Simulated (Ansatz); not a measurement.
## Abstraction of H: C2H3FSn + CHI2 → C2H2FSn + CH2I2

Species: C2H3FSn `C#[C][SnH2][F]`, singlet; CHI2 `I[CH]I`, doublet; C2H2FSn `C#[C][SnH][F]`, doublet; CH2I2 (diiodomethane) `ICI`, singlet. A radical takes H: the energy is the difference in strength between the Sn–H bond broken and the C–H bond made.

Shapes, held fixed at every level: PBE0-D4/def2-TZVP. Programs: Ansatz 0.2.0. The zero-point and thermal change to 298 K, harmonic and unscaled (PBE0-D4/def2-TZVP), is +13.2 kJ/mol.

```
               level                    kind  ΔH(298 K) (kJ/mol)  less CCSD(T)/def2-TZVPP
       HF/def2-TZVPP            Hartree–Fock               -67.4                    +13.8
   PBE-D4/def2-TZVPP                     GGA               -91.3                    -10.1
r2SCAN-D4/def2-TZVPP                meta-GGA               -82.9                     -1.7
  wB97M-V/def2-TZVPP  range-separated hybrid               -91.4                    -10.2
  wB97X-V/def2-TZVPP  range-separated hybrid               -80.2                     +1.0
        MP2/def2-SVP     perturbation theory               -97.2                    -16.0
      MP2/def2-TZVPP     perturbation theory               -96.5                    -15.3
  CCSD(T)/def2-TZVPP   coupled cluster or CI               -81.2                      0.0
```

The highest level, CCSD(T)/def2-TZVPP, gives ΔH(298 K) = -81.2 kJ/mol; the levels span -97.2 to -67.4. The column of differences is taken from that level and isn't an error. No measured value is set beside it here. Open shells run unrestricted unless RO is named. For atoms past krypton def2 sets carry core potentials with scalar relativity. Correlated rows may include outer-core shells of I, Sn, which these sets cover unevenly.

Hydrogen transfer from tin to carbon is exothermic at every level, with CCSD(T) giving -81.2 kJ/mol. The driving force is the weakness of the Sn–H bond: the diffuse valence orbitals of tin overlap poorly with hydrogen 1s, whereas carbon forms a compact, strong C–H bond. Iodine lone pairs delocalise the unpaired electron in CHI2 and so temper the gain, but do not cancel it.

Hartree–Fock gives the least exothermic value, which suggests that correlation strengthens the C–H bond made more than the Sn–H bond broken. MP2 recovers this differential effect but overshoots. Its two basis sets nearly agree, so the overshoot probably lies in the second-order treatment rather than in basis size. The density functionals follow no simple ladder: r2SCAN-D4 and wB97X-V lie close to CCSD(T), while PBE-D4 and wB97M-V nearly coincide at more exothermic values. Range-separated exchange alone therefore does not decide the agreement. The reaction enthalpy supports a thermochemical preference for transfer, but does not establish a low barrier or a fast reaction.
